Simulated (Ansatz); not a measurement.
NiO: the change of energy above lowest point with volume scale

All results are calculated (Ansatz 0.2.0). Free energy against uniform scaling of the volume at fixed shape and fractions; periodic cell, basis, potentials, k mesh and filling as listed.

The cell before it is scaled or strained (space group Fm-3m, No. 225):
```
cell vectors (Å)
   0.0000     2.0859     2.0859
   2.0859     0.0000     2.0859
   2.0859     2.0859     0.0000
atoms (fractions of the cell vectors)
Ni  0.00000  0.00000  0.00000
O   0.50000  0.50000  0.50000
```

Settings of every row: functional PBE; dispersion none; potentials all-electron LAPW; k mesh 12x12x12; k shift 0x0x0; occupations fermi dirac; smearing width 0.1 eV; spin collinear.

Limits: coarse k mesh, up to 40 meV an atom off; with one magnetic atom in the cell only parallel moments are possible.

```
row  volume scale  V (Å³/atom)  energy above lowest point (meV/atom)
  1          0.94        8.531                                  46.1
  2          0.96        8.713                                  27.2
  3          0.98        8.894                                  13.6
  4             1        9.076                                   4.8
  5          1.02        9.257                                     ?
  6          1.04        9.439                                     0
  7          1.06         9.62                                   3.2
```

Question: what energy above lowest point should row 5 give?

Worked fit of energy above lowest point. Take u = (V_r/V)^(2/3) − 1 with V_r = 8.985 Å³ an atom, which is twice the finite (Eulerian) strain; such expansions in the strain, on which the Birch-Murnaghan equation of state is built, carry the rest volume and the bulk modulus. The shown rows have u = 0.03517, 0.02071, 0.00681, -0.0067, -0.03233, -0.0445. Least squares give energy above lowest point = 8.63 + 649.4 × u + 11844 × u² meV/atom; a straight line predicts inner rows, each left out in turn, worse (root mean square 7.4 against 0.032 meV/atom). All shown rows lie on it to the printed digit. Its lowest point lies at u = -0.0274, or V = 9.368 Å³ an atom, and the curvature there gives the bulk modulus at fixed shape and fractions, B = (4/9)(1 + u)² E″(u)/V = 170 GPa. The withheld row has u = -0.01969, so the fit gives 8.63 + 649.4 × (-0.01969) + 11844 × (-0.01969)² = 0.4 meV/atom.

The calculation gave 0.4 meV/atom. The fit meets it to the printed digit.
